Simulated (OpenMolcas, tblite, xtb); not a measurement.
## A ladder of methods for InPH6 (SMILES [PH3+][InH3-])

The species is InPH6 (8 atoms), meant as a singlet with charge 0. As SMILES, `[PH3+][InH3-]`. Geometry: relaxed at PBE0-D4/def2-TZVP.

```xyz
8

P    -0.5933    0.0626   -1.0266
In    0.8220   -0.0999    1.3628
H    -1.9975   -0.0772   -1.0218
H    -0.3189   -0.8557   -2.0621
H    -0.5268    1.2405   -1.8008
H     0.0233    1.2408    2.1119
H     2.3761    0.1407    0.6389
H     0.3074   -1.7088    1.7418
```

Each level gives the dipole moment (D). The values are calculated.

```
                           level            kind     program  value (D)
                        GFN2-xTB  semi-empirical      tblite       4.34
                        GFN0-xTB  semi-empirical         xtb       4.21
    HF/def2-SVP (core potential)    Hartree–Fock  OpenMolcas       4.02
 SVWN5/def2-SVP (core potential)             LDA  OpenMolcas       4.13
   PBE/def2-SVP (core potential)             GGA  OpenMolcas       3.99
 M06-L/def2-SVP (core potential)        meta-GGA  OpenMolcas       3.91
r2SCAN/def2-SVP (core potential)        meta-GGA  OpenMolcas       4.07
 B3LYP/def2-SVP (core potential)   global hybrid  OpenMolcas       3.96
```

The values span 3.91 to 4.34 D.

The dipole depends little on the electronic-structure level. Both tight-binding values lie above all the first-principles ones, but among the latter there is no steady progression from LDA to hybrid, and Hartree–Fock falls inside the density-functional range. B3LYP lies below both Hartree–Fock and PBE, so exact exchange alone does not order the results.

The large moment comes from dative bonding: the phosphorus lone pair donates into the formally empty, mainly 5p acceptor orbital of indium, and the polar In–H bonds, bent slightly away from phosphorus, add to it. The formal charges in the SMILES overstate the transfer, since a full unit charge separated over the P–In distance would give a far larger dipole. That long contact and the nearly planar InH3 unit suggest a weak donor–acceptor adduct rather than a strong covalent bond. Because the first-principles values share a small basis without diffuse functions, their agreement shows insensitivity to the treatment of exchange and correlation, not a converged dipole.
